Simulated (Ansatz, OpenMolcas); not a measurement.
**Computed against measured: atomisation enthalpy at 298 K**

6 molecules with oxygen; the atomisation enthalpy at 298 K in kJ/mol, computed less measured. Shapes, held fixed at every level: PBE0-D4/def2-TZVP. Thermal terms are harmonic and unscaled (PBE0-D4/def2-TZVP); the spin-orbit lowering of the free atoms is taken from their spectra. Programs: Ansatz 0.2.0, OpenMolcas 26.06. Measured values: Active Thermochemical Tables, NIST-JANAF tables.

Levels: A = BLYP/cc-pVTZ; B = M06-L/cc-pVTZ; C = r2SCAN/cc-pVTZ; D = RPA@PBE/STO-3G.

```tsv
molecule	from tabulated heats	A	B	C	D
BOF (fluoro(oxo)borane)	1501	+6	-16	-7	-312
CO2 (carbon dioxide)	1609	+43	+35	+23	-562
NClO (nitrosyl chloride)	790	+83	+28	+24	-431
C2HO (ethynyloxy radical)	1723	+53	+53	+45	-363
HOCN (cyanic acid)	1671	+40	+1	-9	-486
C2H2O (ethynol)	2026	+9	0	-2	-336
```

(1) Sum up the errors.

## Answers

(1) 
```json
{"level": "BLYP/cc-pVTZ", "kind": "GGA", "mean error": "+39.0", "mean absolute error": "39.0", "worst case": "NClO"}
{"level": "M06-L/cc-pVTZ", "kind": "meta-GGA", "mean error": "+16.8", "mean absolute error": "22.2", "worst case": "C2HO"}
{"level": "r2SCAN/cc-pVTZ", "kind": "meta-GGA", "mean error": "+12.3", "mean absolute error": "18.3", "worst case": "C2HO"}
{"level": "RPA@PBE/STO-3G", "kind": "RPA", "mean error": "-415.0", "mean absolute error": "415.0", "worst case": "CO2"}
```

On this set r2SCAN/cc-pVTZ has the smallest mean absolute error and RPA@PBE/STO-3G the largest. BLYP/cc-pVTZ is too high in 6 of 6; M06-L/cc-pVTZ is too high in 4 of 6; RPA@PBE/STO-3G is too low in 6 of 6. Heats of the atoms come from ATcT where it has them, that of boron, 570 kJ/mol, from recent work. The levels differ in basis as well as in method. The tabulated value of BOF is in doubt (older tables, estimates, or at odds with other calculations) and kept here. Over the 5 molecules whose values aren't doubted the mean absolute errors are A 45.6; B 23.4; C 20.6; D 435.6. Open shells run unrestricted. The set is small.

BLYP overbinds because its semilocal exchange favours the density of multiple bonds and adjacent lone pairs over that of the free atoms. Nitrosyl chloride, which combines both features, shows it most strongly at +83. r2SCAN gives a lower atomisation enthalpy than BLYP in every row, probably because the kinetic-energy density lets it tell covalent bonds from closed-shell overlap. Its lead over M06-L is not uniform, since M06-L does better for cyanic acid and ethynol.

The C2HO radical stays overbound by +45 to +53 with all three functionals. Its unpaired electron is shared between carbon and oxygen, so excessive delocalisation may contribute.

The huge underbinding in the RPA column far exceeds what is known of RPA near the basis-set limit. A minimal basis has no polarisation functions and almost no virtual space, so it can describe neither the deformation of the atoms on bonding nor the correlation gained. That column therefore supports no verdict on RPA itself.
